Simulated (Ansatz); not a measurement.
A series in volume scale on LaPb3

Results calculated with Ansatz 0.2.0, not measured. Periodic Kohn-Sham DFT of a crystal at fixed atoms, scaled to volume_scale times the given cell; pressure positive in compression, energy less spherical unpolarised free atoms, largest_vzz the field gradient of largest size among the nuclei.

The cell before it is scaled or strained (space group Pm-3m, No. 221):
```
cell vectors (Å)
   4.9060     0.0000     0.0000
   0.0000     4.9060     0.0000
   0.0000     0.0000     4.9060
atoms (fractions of the cell vectors)
La  0.00000  0.00000  0.00000
Pb  0.00000  0.50000  0.50000
Pb  0.50000  0.00000  0.50000
Pb  0.50000  0.50000  0.00000
```

Settings of every row: method all-electron LAPW; functional PBEsol; relativity scalar; k mesh 7x7x7; filling fermi-dirac; smearing width 0.05 eV; basis error target 1 meV/atom; nucleus gaussian.

Atom start moment: 0 on all atoms.

Limits: no spin-orbit coupling on heavy atoms.

| row | volume scale | V (Å³/atom) | pressure (GPa) | energy less free atoms (eV/atom) |
| --- | --- | --- | --- | --- |
| 1 | 0.94 | 27.749 | 2.887 | -4.7982 |
| 2 | 0.96 | 28.34 | ? | ? |
| 3 | 0.98 | 28.93 | 0.272 | -4.8094 |
| 4 | 0.99 | 29.225 | -0.292 | -4.8094 |
| 5 | 1 | 29.52 | -0.824 | -4.8084 |
| 6 | 1.01 | 29.816 | -1.327 | -4.8064 |
| 7 | 1.02 | 30.111 | -1.801 | -4.8035 |
| 8 | 1.04 | 30.701 | -2.67 | -4.7952 |
| 9 | 1.06 | 31.292 | -3.444 | -4.7839 |

Question: what pressure and energy less free atoms should row 2 give?

Worked fit of pressure. Take u = (V_r/V)^(2/3) − 1 with V_r = 29.668 Å³ an atom, which is twice the finite (Eulerian) strain; such expansions in the strain, on which the Birch-Murnaghan equation of state is built, carry the rest volume and the bulk modulus. The shown rows have u = 0.04559, 0.01694, 0.01008, 0.00334, -0.00331, -0.00983, -0.02256, -0.03491. Least squares give pressure = −1.0794 + 75.707 × u + 236.73 × u² + 242 × u³ GPa; a parabola predicts inner rows, each left out in turn, worse (root mean square 0.0036 against 0.00036 GPa). All shown rows lie on it to the printed digit. The pressure vanishes at u = 0.0137, or V = 29.07 Å³ an atom, and there the bulk modulus at fixed shape and fractions is B = −V dP/dV = (2/3)(1 + u) dP/du = 55.6 GPa. The withheld row has u = 0.031, so the fit gives −1.0794 + 75.707 × (0.031) + 236.73 × (0.031)² + 242 × (0.031)³ = 1.502 GPa.

The calculation gave 1.504 GPa. The fit lies 0.002 GPa (0.032 % of the column's range) below it; its largest miss of a shown row is 0.000 GPa.

Worked fit of energy less free atoms. Take u = (V_r/V)^(2/3) − 1 with V_r = 29.668 Å³ an atom, which is twice the finite (Eulerian) strain; such expansions in the strain, on which the Birch-Murnaghan equation of state is built, carry the rest volume and the bulk modulus. The shown rows have u = 0.04559, 0.01694, 0.01008, 0.00334, -0.00331, -0.00983, -0.02256, -0.03491. Least squares give energy less free atoms = −4.80751 − 0.2955 × u + 10.951 × u² eV/atom; a straight line predicts inner rows, each left out in turn, worse (root mean square 0.0057 against 5e-05 eV/atom). The rows lie off it by 0.0000, 0.0000, 0.0000, 0.0000, 0.0000, 0.0000, 0.0001, -0.0001. Its lowest point lies at u = 0.0135, or V = 29.08 Å³ an atom, and the curvature there gives the bulk modulus at fixed shape and fractions, B = (4/9)(1 + u)² E″(u)/V = 55.1 GPa. The withheld row has u = 0.031, so the fit gives −4.80751 − 0.2955 × (0.031) + 10.951 × (0.031)² = -4.8061 eV/atom.

The calculation gave -4.8062 eV/atom. The fit lies 0.0001 eV/atom (0.39 % of the column's range) above it, one unit of the last digit.
